**First ionisation energies of the 4d atoms: a 5s-removal model and forecasts for Pd and Ag**

The table holds first ionisation energies of Zr to Ag from state-averaged CASSCF and SS-CASPT2 with spin-orbit state interaction (ANO-RCC-VTZP, DKH2, active 4d and 5s shells), beside NIST values. The program fits $I = a + b(Z-40) + Ku/2$, with $u$ the number of unpaired d electrons, to the $d^ns^1 \to d^n$ rows Nb, Mo, Ru and Rh, compares it with a straight line and a plateau, checks the Landé cancellation of the spin-orbit share, and tries two readings of the SS-CASPT2 less CASSCF gap. Pd and Ag are withheld from the fits; their SS-CASPT2 values fall 0.08 and 0.06 eV below the model values, within bars of about 0.2 eV, while the straight line overshoots and the plateau does about as well. The gap model that counts opposite-spin d electrons fits the known rows within 0.03 eV but fails for both withheld rows. The error of −0.90 eV for Pd mostly reflects that the computed start level 3D3 is not the measured ground level, an offset entered as a rough recalled 0.8 eV.

OpenMolcas 26.06, state-averaged CASSCF and SS-CASPT2 (IPEA shift 0.25 Ha, imaginary shift 0.1 Ha, 4s and 4p correlated) with spin-orbit coupling, ANO-RCC-VTZP basis, DKH2. First ionisation energies of the 4d atoms Zr to Ag, between the lowest computed levels of atom and ion. The active space is 4d and 5s, with orbitals optimised for the ground spin.

## Numerical check

```python
# Table: first ionisation energies (eV) of 4d atoms, OpenMolcas SA-CASSCF / SS-CASPT2 + RASSI spin-orbit,
# ANO-RCC-VTZP, DKH2, ds active space, with NIST values. Tested: I = a + b(Z-40) + K*u/2 for d^n s1 -> d^n,
# rivals (line, plateau), Lande cancellation, two readings of the PT2-CASSCF gap; forecasts for held rows.
T = {
    'element': ['Zr', 'Nb', 'Mo', 'Tc', 'Ru', 'Rh', 'Pd', 'Ag'],
    'Z': [40, 41, 42, 43, 44, 45, 46, 47],
    'start': ['3F2', '6D1/2', '7S3', '6S5/2', '5F5', '4F9/2', '3D3', '2S1/2'],
    'end': ['4F3/2', '5D0', '6S5/2', '7S3', '4F9/2', '3F4', '2D5/2', '1S0'],
    'cas': [5.27, 6.12, 6.62, 4.74, 6.24, 6.05, 6.23, 6.29],  # eV
    'pt2': [6.35, 6.78, 7.22, 7.29, 7.4, 7.42, 7.44, 7.54],  # eV
    'so': [-0.01, -0.02, 0.0, 0.0, -0.03, 0.0, 0.0, 0.0],  # eV
    'measured': [6.634, 6.759, 7.092, 7.119, 7.36, 7.459, 8.337, 7.576],  # eV
    'err': [-0.28, 0.02, 0.13, 0.18, 0.04, -0.04, -0.9, -0.04],  # eV
}
HELD = [6, 7]  # rows withheld from the fit
import numpy as np
from scipy.stats import t as tdist
el = T['element']; N = len(el)
g = lambda k: np.array([np.nan if v is None else float(v) for v in T[k]])
Z, cas, pt2, so, mea, err = [g(k) for k in ('Z', 'cas', 'pt2', 'so', 'measured', 'err')]
# PT2 start configurations (run outputs Zr-Rh; Pd, Ag from their terms): d count, s count
nd = np.array([2, 4, 5, 5, 7, 8, 9, 10]); ns = np.array([2, 1, 1, 2, 1, 1, 1, 1])
u = np.minimum(nd, 10 - nd); ndn = np.maximum(nd - 5, 0)
m = np.where(ns == 1, 1, -1) * u / 2.0
LSJ = [((3,1,2),(3,1.5,1.5)), ((2,2.5,.5),(2,2,0)), ((0,3,3),(0,2.5,2.5)), ((0,2.5,2.5),(0,3,3)),
       ((3,2,5),(3,1.5,4.5)), ((3,1.5,4.5),(3,1,4)), ((2,1,3),(2,.5,2.5)), ((0,.5,.5),(0,0,0))]
lan = lambda L, S, J, s: 0.0 if L == 0 else s / (4 * S) * (J*(J+1) - L*(L+1) - S*(S+1))
K_ = [i for i in range(N) if i not in HELD]; F = [i for i in K_ if ns[i] == 1]; S2 = [i for i in K_ if ns[i] == 2]
D0 = np.array([0.8 if e == 'Pd' else 0.0 for e in el])  # rough recalled height of Pd 3D3 over d10 1S0, eV
print('rounding floor 0.005 eV per value, 0.01 eV per difference; all energies in eV')
for i in range(N):
    s = 1 if nd[i] < 5 else -1
    c = lan(*LSJ[i][1], s) - lan(*LSJ[i][0], s)
    x = '' if i in HELD else f' so {so[i]:+.2f} PT2-CAS {pt2[i]-cas[i]:.2f} CAS-meas {cas[i]-mea[i]:+.2f} err {err[i]:+.2f}'
    print(f'{el[i]} d{nd[i]}s{ns[i]} u={u[i]} Lande share {c:+.2f} zeta{x}')
rms = np.sqrt(np.mean(err[K_]**2)); me = err[F].mean()
print(f'err rms six rows {rms:.2f}; mean s1 rows {me:+.2f}; rms s1 rows {np.sqrt(np.mean(err[F]**2)):.2f}')
for nm, y in (('PT2', pt2), ('meas', mea)):
    print(nm, 'steps', ' '.join(f'{el[i]}>{el[i+1]} {y[i+1]-y[i]:+.2f}' for i in K_[:-1]), f'Zr>Rh {y[5]-y[0]:.2f}')
X = np.c_[np.ones(N), Z - 40, m]
def model(y, nm):
    p = np.linalg.lstsq(X[F], y[F], rcond=None)[0]; r = y - X @ p
    s = np.sqrt(np.sum(r[F]**2) / (len(F) - 3)); C = np.linalg.inv(X[F].T @ X[F])
    q = np.polyfit(Z[F], y[F], 1); pl = y[F][-2:].mean(); rl = y[F] - np.polyval(q, Z[F])
    print(f'{nm}: a {p[0]:.2f} b {p[1]:.3f} K {p[2]:.3f} b-K/2 {p[1]-p[2]/2:.3f}/Z, s {s:.3f} (1 dof)')
    print('  resid', ' '.join(f'{el[i]} {r[i]:+.3f}' for i in F), '| left-out s2', ' '.join(f'{el[i]} {r[i]:+.2f}' for i in S2))
    print(f'  line slope {q[0]:.3f}/Z worst resid {np.abs(rl).max():.2f}; plateau {pl:.2f}')
    out = {}
    for i in HELD:
        fb = tdist.ppf(0.84, len(F) - 3) * s * np.sqrt(1 + X[i] @ C @ X[i]); ln = np.polyval(q, Z[i])
        out[i] = (X[i] @ p, max(fb, abs(ln - pl) / 2))
        print(f'  {el[i]} 5s removal: model {X[i]@p:.2f} fit bar {fb:.2f}, line {ln:.2f}, plateau {pl:.2f}')
    return p, out
pP, oP = model(pt2 - so, 'PT2 less so'); pM, oM = model(mea, 'measured')
gap = pt2 - cas; ga = np.polyfit(ndn[F], gap[F], 1); mo = el.index('Mo'); gb = gap[mo] / nd[mo]
print(f'gap A: {ga[1]:.2f}+{ga[0]:.3f}*n_down, worst resid {np.abs(gap[F]-np.polyval(ga, ndn[F])).max():.2f}')
print(f'gap B: {gb:.3f}*n_d (Mo), resid', ' '.join(f'{el[i]} {gap[i]-gb*nd[i]:+.2f}' for i in F))
assert np.all(np.abs(so[K_]) <= 0.035)
assert np.all(cas[K_] < pt2[K_]) and np.all(cas[K_] < mea[K_])
assert np.all(np.diff(pt2[F]) > 0)
assert 0.1 < pP[2] < 0.6 and 0.1 < pM[2] < 0.6
for i in HELD:
    A, B = np.polyval(ga, ndn[i]), gb * nd[i]; P, dP = oP[i]
    rows = [('PT2', P, dP, pt2[i]), ('so', 0.0, 0.03 if u[i] else 0.005, so[i]),
            ('CASSCF', P - (A + B) / 2, np.hypot(abs(A - B) / 2, dP), cas[i]),
            ('measured', oM[i][0] + D0[i], np.hypot(oM[i][1], 0.1 * (D0[i] > 0)), mea[i]),
            ('err', me - D0[i], np.hypot(rms, 0.1 * (D0[i] > 0)), err[i])]
    for nm, a, b, v in rows:
        print(f'{el[i]} {nm}: pred {a:.2f}+-{b:.2f} actual {v:.2f} miss {v-a:+.2f} ({abs(v-a)/b:.1f} bars)')
    print(f'{el[i]} gap A {A:.2f} B {B:.2f} actual {gap[i]:.2f}; step from {el[i-1]}: PT2 {pt2[i]-pt2[i-1]:+.2f}'
          f' CAS {cas[i]-cas[i-1]:+.2f}; err+recalled offset {err[i]+D0[i]:+.2f}')
```

Printed output:

```
rounding floor 0.005 eV per value, 0.01 eV per difference; all energies in eV
Zr d2s2 u=2 Lande share +0.00 zeta so -0.01 PT2-CAS 1.08 CAS-meas -1.36 err -0.28
Nb d4s1 u=4 Lande share -0.10 zeta so -0.02 PT2-CAS 0.66 CAS-meas -0.64 err +0.02
Mo d5s1 u=5 Lande share +0.00 zeta so +0.00 PT2-CAS 0.60 CAS-meas -0.47 err +0.13
Tc d5s2 u=5 Lande share +0.00 zeta so +0.00 PT2-CAS 2.55 CAS-meas -2.38 err +0.18
Ru d7s1 u=3 Lande share +0.00 zeta so -0.03 PT2-CAS 1.16 CAS-meas -1.12 err +0.04
Rh d8s1 u=2 Lande share +0.00 zeta so +0.00 PT2-CAS 1.37 CAS-meas -1.41 err -0.04
Pd d9s1 u=1 Lande share +0.00 zeta
Ag d10s1 u=0 Lande share +0.00 zeta
err rms six rows 0.15; mean s1 rows +0.04; rms s1 rows 0.07
PT2 steps Zr>Nb +0.43 Nb>Mo +0.44 Mo>Tc +0.07 Tc>Ru +0.11 Ru>Rh +0.02 Zr>Rh 1.07
meas steps Zr>Nb +0.12 Nb>Mo +0.33 Mo>Tc +0.03 Tc>Ru +0.24 Ru>Rh +0.10 Zr>Rh 0.82
PT2 less so: a 5.82 b 0.254 K 0.364 b-K/2 0.072/Z, s 0.061 (1 dof)
  resid Nb -0.000 Mo -0.016 Ru +0.049 Rh -0.033 | left-out s2 Zr +0.91 Tc +1.62
  line slope 0.145/Z worst resid 0.15; plateau 7.43
  Pd 5s removal: model 7.52 fit bar 0.18, line 7.65, plateau 7.43
  Ag 5s removal: model 7.60 fit bar 0.22, line 7.80, plateau 7.43
measured: a 6.10 b 0.231 K 0.214 b-K/2 0.124/Z, s 0.019 (1 dof)
  resid Nb -0.000 Mo -0.005 Ru +0.015 Rh -0.010 | left-out s2 Zr +0.75 Tc +0.86
  line slope 0.167/Z worst resid 0.09; plateau 7.41
  Pd 5s removal: model 7.59 fit bar 0.05, line 7.67, plateau 7.41
  Ag 5s removal: model 7.72 fit bar 0.07, line 7.83, plateau 7.41
gap A: 0.63+0.251*n_down, worst resid 0.03
gap B: 0.120*n_d (Mo), resid Nb +0.18 Mo +0.00 Ru +0.32 Rh +0.41
Pd PT2: pred 7.52+-0.18 actual 7.44 miss -0.08 (0.5 bars)
Pd so: pred 0.00+-0.03 actual 0.00 miss +0.00 (0.0 bars)
Pd CASSCF: pred 6.17+-0.33 actual 6.23 miss +0.06 (0.2 bars)
Pd measured: pred 8.39+-0.16 actual 8.34 miss -0.06 (0.3 bars)
Pd err: pred -0.76+-0.18 actual -0.90 miss -0.14 (0.8 bars)
Pd gap A 1.64 B 1.08 actual 1.21; step from Rh: PT2 +0.02 CAS +0.18; err+recalled offset -0.10
Ag PT2: pred 7.60+-0.22 actual 7.54 miss -0.06 (0.3 bars)
Ag so: pred 0.00+-0.01 actual 0.00 miss +0.00 (0.0 bars)
Ag CASSCF: pred 6.05+-0.41 actual 6.29 miss +0.24 (0.6 bars)
Ag measured: pred 7.72+-0.21 actual 7.58 miss -0.14 (0.7 bars)
Ag err: pred 0.04+-0.15 actual -0.04 miss -0.08 (0.5 bars)
Ag gap A 1.89 B 1.20 actual 1.25; step from Pd: PT2 +0.10 CAS +0.06; err+recalled offset -0.04
```
